## A bromide with too small a share

In CH3AlBrFO the triples correction (T), which accounts for three electrons moving at once, is larger than in the chloride CH3AlClFO. Yet its share of the CCSD correlation energy is smaller: 3.33 % against 3.49 %. From fluorine to chlorine the share had risen, so bromine seems to turn the trend round. The hydroxides do the same.

Ansatz 0.2.0, gas phase: MP2, CCSD and CCSD(T) in def2-TZVPP with the program's default frozen cores, and PBE-D4/def2-TZVPP HOMO–LUMO gaps, all at PBE0-D4/def2-TZVP geometries. In each frame (SMILES), the marked atom * is F, Cl or Br. Electronegativities are Pauling's tabulated values.

| formula | frame | * | Z | electronegativity | mean bond of the marked atom (Å) | correlated electrons | MP2 correlation (eV) | same-spin share of MP2 | CCSD less MP2 (eV) | (T) (eV) | (T) over CCSD correlation (%) | T1 diagnostic | PBE gap (eV) |
| --- | --- | --- | --- | --- | --- | --- | --- | --- | --- | --- | --- | --- | --- |
| CH3AlF2O | *[Al]([F])[O]C | F | 9 | 3.980 | 1.635 | 30 | -26.74 | 0.252 | -0.38 | -0.840 | 3.10 | 0.0123 | 5.31 |
| CH3AlClFO | *[Al]([F])[O]C | Cl | 17 | 3.160 | 2.077 | 30 | -24.96 | 0.249 | -0.83 | -0.900 | 3.49 | 0.0114 | 5.37 |
| CH3AlBrFO | *[Al]([F])[O]C | Br | 35 | 2.960 | 2.233 | 40 | -27.28 | 0.265 | -0.53 | -0.927 | 3.33 | 0.0103 | 5.27 |
| AlF2HO | *[Al]([OH])[F] | F | 9 | 3.980 | 1.633 | 24 | -22.22 | 0.261 | -0.03 | -0.649 | 2.92 | 0.0126 | 6.23 |
| AlClFHO | *[Al]([OH])[F] | Cl | 17 | 3.160 | 2.076 | 24 | -20.42 | 0.258 | -0.49 | -0.707 | 3.38 | 0.0114 | 6.16 |
| AlBrFHO | *[Al]([OH])[F] | Br | 35 | 2.960 | 2.233 | 34 | -22.73 | 0.276 | -0.19 | -0.734 | 3.20 | 0.0100 | 5.63 |

The column of correlated electrons points to the likely cause of the turn. The fluoride and the chloride each correlate 30 electrons, the bromide 40. The ten extra electrons are the filled 3d shell of bromine, which the frozen core leaves free to correlate. The first step down the group therefore compares valence shells, while the second also adds an inner shell.

## From fluorine to chlorine: less correlation, more triples

At equal electron count, the MP2 correlation energy shrinks from 26.74 to 24.96 eV in size, while (T) grows from 0.840 to 0.900 eV. Perturbation theory shows how both can happen. Let $K$ be a typical repulsion integral that lifts electrons into empty orbitals, and $\Delta$ a typical energy needed to lift them. An MP2 term contains two integrals and one energy denominator; a leading triples term contains four and three:

$$E_2\sim\frac{K^2}{\Delta},\qquad E_{\mathrm T}\sim\frac{K^4}{\Delta^3},\qquad \frac{E_{\mathrm T}}{E_2}\sim\left(\frac{K}{\Delta}\right)^2 .$$

The Hartree–Fock levels of the same calculations show which way $\Delta$ moves. From fluoride to chloride the occupied valence levels rise by 1.6 eV on average, whereas the lowest empty level rises by only 0.1 eV. The next seven empty levels also shift by less than 0.2 eV. Excitations into these levels thus become cheaper on average. Cheaper excitations alone would strengthen MP2 correlation.

Since MP2 correlation weakens instead, the integrals must, in this simple picture, have become smaller. This fits the shapes of the orbitals: chlorine's 3p shell is larger than fluorine's 2p shell, so its electrons sit farther apart and repel each other less sharply. The triples feel the smaller integrals too, but they are divided by the excitation energy three times. If $\Delta$ falls by a larger factor than $K$, their share rises, and the total correlation can still fall. The energies fit this picture, but neither $K$ nor an average $\Delta$ over all excitations was computed.

## From chlorine to bromine: a deep shell joins in

The bromide has 2.02 eV more CCSD correlation than the chloride, but only 0.027 eV more from triples. The added correlation thus carries a triples share of $0.027/2.02$, or about 1.3 %, well below that of the chloride as a whole. Mixing it in lowers the average. If the bromide's (T) is divided by the chloride's CCSD energy instead, the share becomes 3.59 % and the fall disappears.

The same formulas suggest how a 3d shell can behave in this way. It is compact, so its integrals are large, and with ten electrons it forms many pairs. It also lies deep, near −68 eV in the PBE levels of AlBrFHO, so each excitation from it is expensive. Large integrals favour triples over pairs, while a large $\Delta$ holds them back; a small share is expected if the second effect wins. This remains an argument, because the step from chlorine to bromine also exchanges the valence shell, and the two changes are not separated here.

The spins give a further sign of the new shell. Same-spin pairs supply about 25 % of MP2 correlation in both the fluoride and the chloride, so changing the valence shell hardly affects their part. Of the correlation added with bromine they supply more than 40 %. Electrons of equal spin can never share an orbital, and a 3d shell brings many pairs that occupy different orbitals, both within itself and with its neighbours.

The size of this step is less certain than its origin. The basis lacks the extra functions needed to correlate the 3d shell well, both within itself and with the valence electrons, and the bromine atom is treated without scalar relativity. The added 2.02 eV and its low share of triples are therefore values for this basis, not converged properties of bromine.

## Where MP2 exaggerates

MP2 gives less correlation than CCSD in every row, yet it exaggerates how far the fluoride and the bromide lie from the chloride. It puts the fluoride 1.78 eV ahead of the chloride, where CCSD finds 1.33 eV. It puts the bromide 2.32 eV ahead, where CCSD finds 2.02 eV.

Both errors follow from stopping at second order. MP2 treats each pair of electrons as if the others did not respond. If excitations in the chloride are indeed cheaper compared with the integrals, the higher orders should add more there than in the fluoride, and they do. For compact, filled d shells MP2 is known to overshoot, and the excess in the bromide's step fits that habit.

## A diagnostic that falls by division

The T1 diagnostic, a measure of how strongly correlation reshapes the orbitals, also drops from chloride to bromide, from 0.0114 to 0.0103. It contains a division by the square root of the number of correlated electrons. With that division undone, the value rises from 0.062 to 0.065. The bromide looks better behaved only because the same kind of sum is spread over more electrons.

## Carrying the halogen step to another molecule

If these changes belong to the halogen and its close surroundings, the step found in the methoxides should also hold in the hydroxides. Start from the MP2 correlation energy of AlClFHO and add the methoxide step from chlorine to bromine:

$$-20.42+\left[-27.28-(-24.96)\right]=-22.74\ \text{eV}.$$

The computed value for AlBrFHO, which does not enter the estimate, is −22.73 eV. The step for (T) carries over equally well. Agreement of this kind shows that the change is local; it does not by itself show that the 3d shell causes it. The output printed below lists the steps for both frames.

The same recipe fails for the PBE gap. From chloride to bromide the gap narrows by 0.10 eV in the methoxide but by 0.53 eV in the hydroxide. Correlation energy sums over all correlated levels, whereas the gap depends on just two. In the methoxides the highest occupied PBE level stays within 0.03 eV for all three halogens, which suggests that in PBE it has little halogen character; in the hydroxide it rises clearly with bromine.

For this reason the gap is a poor guide to the triples here. Two questions serve better: whether the same shells are correlated, and how cheap their excitations are compared with the integrals. Between fluorine and chlorine, where only valence shells are correlated, the larger and more loosely bound halogen has less correlation but a larger share of triples. At bromine a deep shell joins in, which most likely raises the total and dilutes that share; a run with the 3d shell frozen would test this.

Printed output of the fit:

```
Totals behind the ratios:
        row  CCSD correlation in eV  MP2 in % of CCSD  size of (T) per correlated electron in meV  T1 times root of electron count
   CH3AlF2O                  -27.12              98.6                                          28                          0.06737
  CH3AlClFO                  -25.79             96.78                                          30                          0.06244
  CH3AlBrFO                  -27.81             98.09                                       23.18                          0.06514
     AlF2HO                  -22.25             99.87                                       27.04                          0.06173
    AlClFHO                  -20.91             97.66                                       29.46                          0.05585
    AlBrFHO                  -22.92             99.17                                       21.59                          0.05831
Value less that of the chloride in the same frame:
        row  MP2 in eV  CCSD in eV  CCSD less MP2 in eV  (T) in eV
   CH3AlF2O      -1.78       -1.33                 0.45       0.06
  CH3AlClFO          0           0                    0          0
  CH3AlBrFO      -2.32       -2.02                  0.3     -0.027
     AlF2HO       -1.8       -1.34                 0.46      0.058
    AlClFHO          0           0                    0          0
    AlBrFHO      -2.31       -2.01                  0.3     -0.027
What moves the share of (T):
        row  size of (T) against chloride in %  size of CCSD against chloride in %  (T) over CCSD of the chloride in %
   CH3AlF2O                             -6.667                               5.157                               3.257
  CH3AlClFO                                  0                                   0                                3.49
  CH3AlBrFO                                  3                               7.832                               3.594
     AlF2HO                             -8.204                               6.408                               3.104
    AlClFHO                                  0                                   0                               3.381
    AlBrFHO                              3.819                               9.613                                3.51
Same-spin part of the MP2 correlation added from Cl to Br, methoxide, %: 43.71
Same-spin part of the MP2 correlation added from Cl to Br, hydroxide, %: 43.51
Rise of the mean occupied valence level from F to Cl, methoxide, eV: 1.645
Rise of the mean occupied valence level from F to Cl, hydroxide, eV: 2.063
Rise of the lowest empty level from F to Cl, methoxide, eV: 0.129
Rise of the lowest empty level from F to Cl, hydroxide, eV: 0.138
Mean PBE level of the Br 3d shell in AlBrFHO, eV: -67.8
Spread of the PBE gap in the methoxides, eV: 0.1
MP2 correlation of AlBrFHO estimated with the methoxide step, eV: -22.74
Estimate less computed MP2 correlation of AlBrFHO, eV: -0.01
(T) of AlBrFHO estimated with the methoxide step, eV: -0.734
Estimate less computed (T) of AlBrFHO, eV: 0
```
